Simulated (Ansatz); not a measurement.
TiO2: the change of largest V_zz and pressure with volume scale

All results are calculated (Ansatz 0.2.0). Periodic Kohn-Sham DFT of a crystal at fixed atoms, scaled to volume_scale times the given cell; pressure positive in compression, energy less spherical unpolarised free atoms, largest_vzz the field gradient of largest size among the nuclei.

The cell before it is scaled or strained (space group I4_1/amd, No. 141):
```
TiO2
1.0
     -1.8925     1.8925     4.7570
      1.8925    -1.8925     4.7570
      1.8925     1.8925    -4.7570
Ti O
2 4
Direct
  0.00000 0.00000 0.00000
  0.75000 0.25000 0.50000
  0.20660 0.20660 0.00000
  0.95660 0.45660 0.50000
  0.54340 0.04340 0.50000
  0.79340 0.79340 0.00000
```

Settings of every row: method all-electron PAW; functional LDA; relativity scalar; k mesh 13x13x13; filling fermi-dirac; smearing width 0.08 eV; nucleus gaussian.

Atom start moment: 0 on all atoms.

| row | volume scale | V (Å³/atom) | largest V_zz (1e21 V/m^2) | pressure (GPa) |
| --- | --- | --- | --- | --- |
| 1 | 0.94 | 10.677 | 1.094 | 9.226 |
| 2 | 0.96 | 10.904 | ? | ? |
| 3 | 0.98 | 11.131 | 1.352 | -1.279 |
| 4 | 0.99 | 11.245 | 1.414 | -3.572 |
| 5 | 1 | 11.358 | 1.476 | -5.745 |
| 6 | 1.01 | 11.472 | 1.536 | -7.804 |
| 7 | 1.02 | 11.585 | 1.595 | -9.755 |
| 8 | 1.04 | 11.813 | 1.709 | -13.355 |
| 9 | 1.06 | 12.04 | 1.822 | -16.585 |

Question: what largest V_zz and pressure should row 2 give?

Worked fit of largest V_zz. Take t = volume scale − 1. The shown rows have t = -0.06, -0.02, -0.01, 0, 0.01, 0.02, 0.04, 0.06. Least squares give largest V_zz = 1.4755 + 6.063 × t − 4.92 × t² 1e21 V/m^2; a straight line predicts inner rows, each left out in turn, worse (root mean square 0.0057 against 0.00075 1e21 V/m^2). The rows lie off it by 0.000, 0.000, 0.000, 0.000, 0.000, 0.000, -0.001, 0.000. The withheld row has t = -0.04, so the fit gives 1.4755 + 6.063 × (-0.04) − 4.92 × (-0.04)² = 1.225 1e21 V/m^2.

The calculation gave 1.225 1e21 V/m^2. The fit meets it to the printed digit.

Worked fit of pressure. Take u = (V_r/V)^(2/3) − 1 with V_r = 11.415 Å³ an atom, which is twice the finite (Eulerian) strain; such expansions in the strain, on which the Birch-Murnaghan equation of state is built, carry the rest volume and the bulk modulus. The shown rows have u = 0.04557, 0.01694, 0.01005, 0.00334, -0.00332, -0.00981, -0.02259, -0.03491. Least squares give pressure = −6.7893 + 311.126 × u + 882.57 × u² GPa; a straight line predicts inner rows, each left out in turn, worse (root mean square 0.46 against 0.011 GPa). The rows lie off it by 0.005, -0.013, 0.001, -0.005, 0.009, 0.002, 0.012, -0.010 (root mean square 0.0083 GPa). The pressure vanishes at u = 0.0206, or V = 11.07 Å³ an atom, and there the bulk modulus at fixed shape and fractions is B = −V dP/dV = (2/3)(1 + u) dP/du = 236 GPa. Letting shape and atoms relax would as a rule lower it, by much in layered, chain or molecular crystals. The withheld row has u = 0.031, so the fit gives −6.7893 + 311.126 × (0.031) + 882.57 × (0.031)² = 3.704 GPa.

The calculation gave 3.693 GPa. The fit lies 0.011 GPa (0.043 % of the column's range) above it; its largest miss of a shown row is 0.013 GPa.
